**Levels of one electron added to Ir75+ (1s²): Dirac scaling, screening and core response**

The table holds binding energies of the 2s to 3d levels by Koopmans' theorem, second-order self-energy and corrected EOM-EA-GCCSD, with the X2C-1e Hamiltonian and screened-nucleus spin-orbit coupling, without Breit and QED terms. The program inverts the Dirac formula for a screening constant per row and, with a radial four-component frozen-core solver free of fitted parameters, splits each Koopmans value into nuclear size, direct and exchange repulsion, basis error and a remainder. The remainder is at most 11 eV (2s, 0.05 %), the spin-orbit splittings exceed the model by 0.4 to 1.3 %, and the underbinding of the 3d levels is traced to a basis error of about 6 eV. The gain beyond Koopmans falls roughly as $n^{-3}$, adiabatic core polarisation overshoots it by factors of 9 to 15 for p and about 3 for d (where the tight f set lowers the gain), and p3/2 leads s only once the cut virtual space is included.

Calculated values. Binding energies of one electron added to Ir75+ (1s2), from PySCF 2.14.0 with X2C-1e, screened-nucleus spin-orbit coupling, a Gaussian nucleus and an even-tempered 16s13p6d3f basis. Koopmans values use GHF orbitals, second order is the self-energy, and EOM-CCSD is EOM-EA-GCCSD with no frozen electrons, corrected in second order for the virtual space that was cut.

## Script

```python
# Table: binding energies (eV) of one electron added to Ir75+ 1s2; PySCF X2C-1e with screened-nucleus spin-orbit;
# Koopmans, second order, EOM-EA-GCCSD. Tested: Dirac formula with screening; additive ladder (nuclear size,
# direct and exchange repulsion of 1s2, basis) from a radial 4-component solver; n^-3 and polarisation for corr.
T = {
    'level': ['2s1/2', '2p1/2', '2p3/2', '3s1/2', '3p1/2', '3p3/2', '3d3/2', '3d5/2'],
    'koop': [21586.251, 21391.148, 19555.032, 9327.711, 9280.731, 8735.038, 8720.925, 8569.278],  # eV
    'second': [21586.534, 21391.659, 19555.405, 9327.8, 9280.864, 8735.14, 8720.948, 8569.298],  # eV
    'eom': [21586.534, 21391.661, 19555.406, 9327.8, 9280.864, 8735.14, 8720.948, 8569.298],  # eV
    'corr': [0.283, 0.513, 0.374, 0.089, 0.133, 0.103, 0.023, 0.02],  # eV
}
import numpy as np
from scipy.constants import alpha, physical_constants as pc
from scipy.linalg import eigh, block_diag
from scipy.special import erf
from scipy.optimize import brentq
from scipy.integrate import cumulative_trapezoid as ct
Ha = pc['Hartree energy in eV'][0]; c = 1/alpha; Z = 77; L = T['level']; ix = L.index
ko, se, eo, co = (np.array(T[k], float) for k in ('koop', 'second', 'eom', 'corr'))
N = [int(s[0]) for s in L]; l_ = ['spd'.index(s[1]) for s in L]
kap = [l if int(s[2]) < 2*l else -(l+1) for s, l in zip(L, l_)]
cut = np.array([0.048219, 0.16154, 0.14042, 0.018038, 0.037259, 0.03728, 0.0083206, 0.0070101])  # eV, same runs
run = [28*2.6**np.arange(16), 37*2.6**np.arange(13), 38*2.8**np.arange(6)]  # s,p,d exponents of the same runs
dense = [10*1.8**np.arange(32)]*3
def dirac(z, n, k): return Ha*c*c*(1-(1+(z/c/(n-abs(k)+np.sqrt(k*k-(z/c)**2)))**2)**-0.5)
x = np.linspace(np.log(1e-7), np.log(3), 6000); r = np.exp(x); w = r*(x[1]-x[0])
Rn = 5.4e-15/pc['Bohr radius'][0]; Vn = -Z*erf(np.sqrt(1.5)*r/Rn)/r  # rms radius 5.4 fm, rough recalled
ip = lambda a, b: (a*w) @ b.T
def Y(rho, k):
    a = ct(rho*r**(k+1), x, initial=0); b = ct(rho*r**(-k), x, initial=0)
    return a/r**(k+1)+r**k*(b[..., -1:]-b)
def solve(l, k, ex, P, Q, J, K):
    e = ex[:, None]; g = r**(l+1)*np.exp(-e*r*r); g = g/np.sqrt((g*g) @ w)[:, None]
    u = ((l+1+k)/r-2*e*r)*g; f = u/np.sqrt((u*u) @ w)[:, None]; V = Vn+2*J*Y(P*P+Q*Q, 0)
    H = np.block([[ip(g*V, g), c*ip(u, f)], [c*ip(f, u), ip(f*(V-2*c*c), f)]])
    rho = np.vstack([g*P, f*Q]); H = H-K*ip(rho, Y(rho, l))/(2*l+1)
    E, v = eigh((H+H.T)/2, block_diag(ip(g, g), ip(f, f))); m = E > -c*c; v = v[:, m][:, 0]
    return E[m], v[:len(ex)] @ g, v[len(ex):] @ f
def levels(bas, J, K):
    P = Q = 0*r
    for _ in range(10): _, P, Q = solve(0, -1, bas[0], P, Q, 1, 1)
    return np.array([-Ha*solve(l, k, bas[l], P, Q, J, K)[0][n-l-1] for n, l, k in zip(N, l_, kap)])
d77, d75 = (np.array([dirac(z, n, k) for n, k in zip(N, kap)]) for z in (77, 75))
b0, b1, b2, b3 = levels(dense, 0, 0), levels(dense, 1, 0), levels(dense, 1, 1), levels(run, 1, 1)
print('rounding floor 0.0005 eV per entry, 0.001 eV per difference')
print('A level | Dirac Z=75 eV | Koopmans-Dirac75 eV, % | sigma=77-Zeff')
for i, s in enumerate(L):
    sg = Z-brentq(lambda z: dirac(z, N[i], kap[i])-ko[i], 70, 80)
    print(f'{s} | {d75[i]:.1f} | {ko[i]-d75[i]:+.1f}, {100*(ko[i]/d75[i]-1):+.3f} | {sg:.3f}')
print('B (eV) level | Dirac77 | nucl.size | direct | exchange | run basis | Koopmans-model | |basis|/corr')
for i, s in enumerate(L):
    print(f'{s} | {d77[i]:.1f} | {b0[i]-d77[i]:+.2f} | {b1[i]-b0[i]:+.2f} | {b2[i]-b1[i]:+.2f} | {b3[i]-b2[i]:+.2f} | {ko[i]-b3[i]:+.2f} | {abs(b3[i]-b2[i])/co[i]:.0f}')
j = np.argmax(abs(ko-b3)); print(f'worst remainder: {L[j]} {ko[j]-b3[j]:+.2f} eV = {100*(ko[j]/b3[j]-1):+.3f} %')
print('C gap (eV): Koopmans, EOM | Dirac75 | model dense, run basis | Koopmans/model(run) | weighted mean remainder')
for a, b in [('2p1/2', '2p3/2'), ('3p1/2', '3p3/2'), ('3d3/2', '3d5/2'), ('2s1/2', '2p1/2'), ('3s1/2', '3p1/2'), ('3p3/2', '3d3/2')]:
    p, q = ix(a), ix(b); g = lambda y: y[p]-y[q]
    av = (abs(kap[p])*(ko-b3)[p]+abs(kap[q])*(ko-b3)[q])/(abs(kap[p])+abs(kap[q]))
    print(f'{a}-{b}: {g(ko):.2f}, {g(eo):.2f} | {g(d75):.1f} | {g(b2):.2f}, {g(b3):.2f} | {g(ko)/g(b3):.4f} | {av:+.2f}')
sp = lambda n, y: y[ix(n+'p1/2')]-y[ix(n+'p3/2')]
print(f'2p/3p splitting ratio: Koopmans {sp("2", ko)/sp("3", ko):.3f}, Dirac75 {sp("2", d75)/sp("3", d75):.3f}; 27/8 = {27/8:.3f}')
print('D level | corr eV | corr/Koopmans 1e-6 | cut share % | corr without cut | EOM-2nd | polarisation eV, /corr')
for i, s in enumerate(L):
    n, l = N[i], l_[i]; pol = 'diverges'
    if l:
        v = Ha*0.5*9/(Z-5/16)**4*75**4*(3*n*n-l*(l+1))/(2*n**5*(l-.5)*l*(l+.5)*(l+1)*(l+1.5))
        pol = f'{v:.3f}, {v/co[i]:.1f}'
    print(f'{s} | {co[i]:.3f} | {1e6*co[i]/ko[i]:.1f} | {100*cut[i]/co[i]:.0f} | {co[i]-cut[i]:.3f} | {eo[i]-se[i]:+.3f} | {pol}')
print(f'1/Z^2 at Z=75: {1e6/75**2:.0f}e-6')
rat = []
for t in ('s1/2', 'p1/2', 'p3/2'):
    p, q = ix('2'+t), ix('3'+t); rat.append(co[p]/co[q])
    print(f'n=2/n=3 {t}: corr {rat[-1]:.2f}, without cut {(co-cut)[p]/(co-cut)[q]:.2f}, exchange {(b2-b1)[p]/(b2-b1)[q]:.2f}, exponent {np.log(rat[-1])/np.log(1.5):.2f}')
assert np.all(np.diff(ko) < 0) and np.all(co > 0)
assert np.max(abs(eo-se)) < 0.003 and all(2.5 < t < 4.5 for t in rat)
assert all(ko[ix(s)] < d75[ix(s)] for s in ('3d3/2', '3d5/2'))
```

It prints:

```
rounding floor 0.0005 eV per entry, 0.001 eV per difference
A level | Dirac Z=75 eV | Koopmans-Dirac75 eV, % | sigma=77-Zeff
2s1/2 | 21274.3 | +312.0, +1.466 | 1.512
2p1/2 | 21274.3 | +116.9, +0.549 | 1.817
2p3/2 | 19505.3 | +49.8, +0.255 | 1.906
3s1/2 | 9251.7 | +76.0, +0.821 | 1.720
3p1/2 | 9251.7 | +29.0, +0.313 | 1.893
3p3/2 | 8724.8 | +10.2, +0.117 | 1.957
3d3/2 | 8724.8 | -3.9, -0.044 | 2.016
3d5/2 | 8575.5 | -6.2, -0.073 | 2.027
B (eV) level | Dirac77 | nucl.size | direct | exchange | run basis | Koopmans-model | |basis|/corr
2s1/2 | 22572.7 | -6.61 | -1031.63 | +63.51 | -0.90 | -10.83 | 3
2p1/2 | 22572.7 | -0.46 | -1219.91 | +35.23 | -0.65 | +4.22 | 1
2p3/2 | 20581.5 | -0.00 | -1049.84 | +31.06 | -0.83 | -6.88 | 2
3s1/2 | 9802.8 | -1.98 | -473.65 | +16.35 | -12.68 | -3.08 | 142
3p1/2 | 9802.8 | -0.17 | -525.55 | +9.15 | -5.76 | +0.31 | 43
3p3/2 | 9209.5 | -0.00 | -475.69 | +8.99 | -5.79 | -1.97 | 56
3d3/2 | 9209.5 | +0.00 | -484.21 | +0.33 | -5.88 | +1.20 | 256
3d5/2 | 9043.1 | -0.00 | -467.37 | +0.36 | -6.08 | -0.79 | 304
worst remainder: 2s1/2 -10.83 eV = -0.050 %
C gap (eV): Koopmans, EOM | Dirac75 | model dense, run basis | Koopmans/model(run) | weighted mean remainder
2p1/2-2p3/2: 1836.12, 1836.26 | 1769.0 | 1824.83, 1825.02 | 1.0061 | -3.18
3p1/2-3p3/2: 545.69, 545.72 | 527.0 | 543.39, 543.42 | 1.0042 | -1.21
3d3/2-3d5/2: 151.65, 151.65 | 149.3 | 149.46, 149.66 | 1.0133 | +0.01
2s1/2-2p1/2: 195.10, 194.87 | 0.0 | 210.41, 210.15 | 0.9284 | -3.30
3s1/2-3p1/2: 46.98, 46.94 | 0.0 | 57.29, 50.37 | 0.9327 | -1.39
3p3/2-3d3/2: 14.11, 14.19 | 0.0 | 17.19, 17.28 | 0.8166 | -0.38
2p/3p splitting ratio: Koopmans 3.365, Dirac75 3.357; 27/8 = 3.375
D level | corr eV | corr/Koopmans 1e-6 | cut share % | corr without cut | EOM-2nd | polarisation eV, /corr
2s1/2 | 0.283 | 13.1 | 17 | 0.235 | +0.000 | diverges
2p1/2 | 0.513 | 24.0 | 31 | 0.351 | +0.002 | 4.668, 9.1
2p3/2 | 0.374 | 19.1 | 38 | 0.234 | +0.001 | 4.668, 12.5
3s1/2 | 0.089 | 9.5 | 20 | 0.071 | +0.000 | diverges
3p1/2 | 0.133 | 14.3 | 28 | 0.096 | +0.000 | 1.537, 11.6
3p3/2 | 0.103 | 11.8 | 36 | 0.066 | +0.000 | 1.537, 14.9
3d3/2 | 0.023 | 2.6 | 36 | 0.015 | +0.000 | 0.061, 2.7
3d5/2 | 0.020 | 2.3 | 35 | 0.013 | +0.000 | 0.061, 3.1
1/Z^2 at Z=75: 178e-6
n=2/n=3 s1/2: corr 3.18, without cut 3.31, exchange 3.88, exponent 2.85
n=2/n=3 p1/2: corr 3.86, without cut 3.67, exchange 3.85, exponent 3.33
n=2/n=3 p3/2: corr 3.63, without cut 3.55, exchange 3.45, exponent 3.18
```
